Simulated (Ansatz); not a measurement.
Group exchange: C2H10OSi2 + Sn(SH)2 → CH8OSi2 + CH4S2Sn

Species: C2H10OSi2 `CC[SiH2]O[SiH3]`, singlet; Sn(SH)2, singlet; CH8OSi2 `C[SiH2]O[SiH3]`, singlet; CH4S2Sn `C[S][Sn][SH]`, singlet. The partners trade CH3 for H: C–CH3 and S–H bonds give way to C–H and S–CH3.

Shapes, held fixed at every level: PBE0-D4/def2-TZVP. Flexible molecules stand in one conformer, not always the lowest. Programs: Ansatz 0.2.0. Electronic energies: no zero-point or thermal term.

```csv
level,kind,ΔE (kJ/mol),less CCSD(T)/def2-TZVPP
B3LYP-D4/def2-TZVPP,global hybrid,+6.3,-3.8
PBE0-D4/def2-TZVPP,global hybrid,+8.0,-2.1
wB97M-V/def2-TZVPP,range-separated hybrid,+10.5,+0.4
wB97X-V/def2-TZVPP,range-separated hybrid,+11.0,+0.9
B2PLYP/def2-TZVPP,double hybrid,+6.5,-3.6
MP2/def2-TZVPP,perturbation theory,+7.7,-2.4
CCSD(T)/def2-TZVPP,coupled cluster or CI,+10.1,0.0
```

The highest level, CCSD(T)/def2-TZVPP, gives ΔE = +10.1 kJ/mol; the levels span +6.3 to +11.0. The column of differences is taken from that level and isn't an error. No measured value is set beside it here. For atoms past krypton def2 sets carry core potentials with scalar relativity. Outer-core shells of Sn are correlated in most correlated rows, in sets that cover them unevenly.

The exchange is mildly uphill at every level, so the electronic energy favours the ethylsiloxane and Sn(SH)2, though only slightly. The small size reflects compensation between the bonds traded. Replacing the C–C bond by a C–H bond is favourable, but turning S–H into the weaker S–CH3 bond costs somewhat more. The Si–O–Si unit and the divalent tin centre, with its largely 5s lone pair, keep their formal bonding and act mainly as substituents, so the result says little about the intrinsic strength of Si–O or Sn–S bonds.

The two range-separated hybrids lie closest to coupled cluster, while the global hybrids, the double hybrid and MP2 all make the exchange less uphill, probably through differing balances of medium-range correlation in the alkyl and thiolate groups. The sign is therefore more secure than the exact magnitude. The energy difference doesn't show that the exchange is kinetically accessible, or that it could compete with association of the stannylenes through sulfur bridges.
